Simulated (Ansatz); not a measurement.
How basis sets differ on C2H7AlFN (SMILES C[CH2][Al]([NH2])[F])

The species is C2H7AlFN (12 atoms), meant as a singlet with charge 0. SMILES: `C[CH2][Al]([NH2])[F]`. Geometry: relaxed at PBE0-D4/def2-TZVP. This is one conformer, not always the lowest.

```xyz
12

C    -0.6050    0.7158    1.3182
C     0.5292    0.9852    0.3283
Al    0.7225   -0.3424   -1.0821
N    -0.3195   -1.7558   -1.2234
F     1.9071   -0.1812   -2.2277
H    -0.6690    1.4900    2.0884
H    -0.4739   -0.2396    1.8339
H    -1.5774    0.6784    0.8194
H     1.4868    1.0605    0.8576
H     0.3974    1.9663   -0.1440
H    -0.2458   -2.4596   -1.9395
H    -1.0753   -1.9726   -0.5951
```

Quantity: the HOMO–LUMO gap, in eV. The values are calculated.

```json
{"level": "HF/STO-3G", "kind": "Hartree–Fock", "program": "Ansatz", "value (eV)": "18.13", "CPU time": "0.96 s"}
{"level": "HF/3-21G", "kind": "Hartree–Fock", "program": "Ansatz", "value (eV)": "14.12", "CPU time": "1.6 s"}
{"level": "HF/cc-pVDZ", "kind": "Hartree–Fock", "program": "Ansatz", "value (eV)": "14.18", "CPU time": "8.5 s"}
{"level": "HF/def2-SVP", "kind": "Hartree–Fock", "program": "Ansatz", "value (eV)": "13.97", "CPU time": "7.2 s"}
{"level": "HF/def2-TZVP", "kind": "Hartree–Fock", "program": "Ansatz", "value (eV)": "13.59", "CPU time": "31 s"}
```

The values span 13.59 to 18.13 eV. A Hartree–Fock LUMO above zero doesn't converge with the basis: it sinks as sets grow more diffuse. Orbital gaps aren't excitation energies. CPU times are rough (shared hosts, several kinds of processor): they show what a rung costs within a factor of a few.

Nearly all of the basis-set effect comes from leaving the minimal basis: the gap drops from 18.13 eV with STO-3G to 14.12 eV with 3-21G, while the remaining sets differ far less. The decrease is not strictly monotonic, since cc-pVDZ lies marginally above 3-21G.

A minimal basis gives each valence shell a single fixed radial shape, so the virtual orbitals are little more than the antibonding leftovers of the occupied space and lie too high. Splitting the valence shell lets them expand. Three-coordinate aluminium offers a formally empty 3p orbital, raised by π donation from the amide lone pair and fluorine. The LUMO probably has substantial character of this kind at first, with more diffuse character mixing in as the basis grows. The HOMO, probably mainly the nitrogen lone pair, should be less sensitive once the valence shell is split.

The close agreement between 3-21G and cc-pVDZ does not establish equal quality, because a gap can hide parallel shifts of both frontier levels.
